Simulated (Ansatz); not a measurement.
C: pressure and energy change per atom as volume scale varies

Results calculated with Ansatz 0.2.0, not measured. Plane-wave DFT, scalar-relativistic PAW made under PBE with cores redone for the functional, no dispersion; the given relaxed cell is scaled uniformly, energy at zero smearing counts from the unscaled cell, pressure at the given Fermi-Dirac smearing is positive in compression.

The cell before it is scaled or strained (space group P6_3/mmc, No. 194):
```
CELL_PARAMETERS angstrom
2.50330 0.00000 0.00000
-1.25160 2.16790 0.00000
0.00000 0.00000 4.16870
ATOMIC_POSITIONS crystal
C 0.33333 0.66667 0.06273
C 0.66667 0.33333 0.56273
C 0.33333 0.66667 0.43727
C 0.66667 0.33333 0.93727
```

Settings of every row: spin polarised no; functional r2SCAN; wave cutoff 500 eV; smearing width 0.05 eV; k mesh 12x12x7.

Atom starting moment: 0 on all atoms.

Limits: all rows lie far from zero pressure; bonds stretch with the cell, so the curve is stiffer than the relaxed crystal; the cell comes from a prototype or a list of computed structures and needn't be the stable phase.

```csv
row,volume scale,V (Å³/atom),pressure (GPa),energy change per atom (meV)
1,0.88,4.977,72.77,139.66
2,0.92,5.203,43.81,58
3,0.96,5.43,19.85,13.58
4,1.04,5.882,-16.48,12
5,1.08,6.108,?,?
6,1.12,6.334,-41.43,95.98
```

Question: what pressure and energy change per atom should row 5 give?

Worked fit of pressure. Take u = (V_r/V)^(2/3) − 1 with V_r = 5.43 Å³ an atom, which is twice the finite (Eulerian) strain; such expansions in the strain, on which the Birch-Murnaghan equation of state is built, carry the rest volume and the bulk modulus. The shown rows have u = 0.05979, 0.02888, 0, -0.05191, -0.09757. Least squares give pressure = 19.859 + 786.46 × u + 1627.2 × u² GPa; a straight line predicts inner rows, each left out in turn, worse (root mean square 4.6 against 0.15 GPa). The rows lie off it by 0.07, -0.12, -0.01, 0.10, -0.04 (root mean square 0.079 GPa). The pressure vanishes at u = -0.0267, or V = 5.655 Å³ an atom, and there the bulk modulus at fixed shape and fractions is B = −V dP/dV = (2/3)(1 + u) dP/du = 454 GPa. Letting shape and atoms relax would as a rule lower it, by much in layered, chain or molecular crystals. The withheld row has u = -0.07544, so the fit gives 19.859 + 786.46 × (-0.07544) + 1627.2 × (-0.07544)² = -30.21 GPa.

The calculation gave -30.13 GPa. The fit lies 0.08 GPa (0.07 % of the column's range) below it; its largest miss of a shown row is 0.12 GPa.

Worked fit of energy change per atom. Take u = (V_r/V)^(2/3) − 1 with V_r = 5.43 Å³ an atom, which is twice the finite (Eulerian) strain; such expansions in the strain, on which the Birch-Murnaghan equation of state is built, carry the rest volume and the bulk modulus. The shown rows have u = 0.05979, 0.02888, 0, -0.05191, -0.09757. Least squares give energy change per atom = 13.318 + 991.98 × u + 18825.9 × u² meV; a straight line predicts inner rows, each left out in turn, worse (root mean square 54 against 0.71 meV). The rows lie off it by -0.27, 0.33, 0.26, -0.55, 0.23 (root mean square 0.35 meV). The withheld row has u = -0.07544, so the fit gives 13.318 + 991.98 × (-0.07544) + 18825.9 × (-0.07544)² = 45.62 meV.

The calculation gave 45.2 meV. The fit lies 0.42 meV (0.33 % of the column's range) above it; its largest miss of a shown row is 0.55 meV.
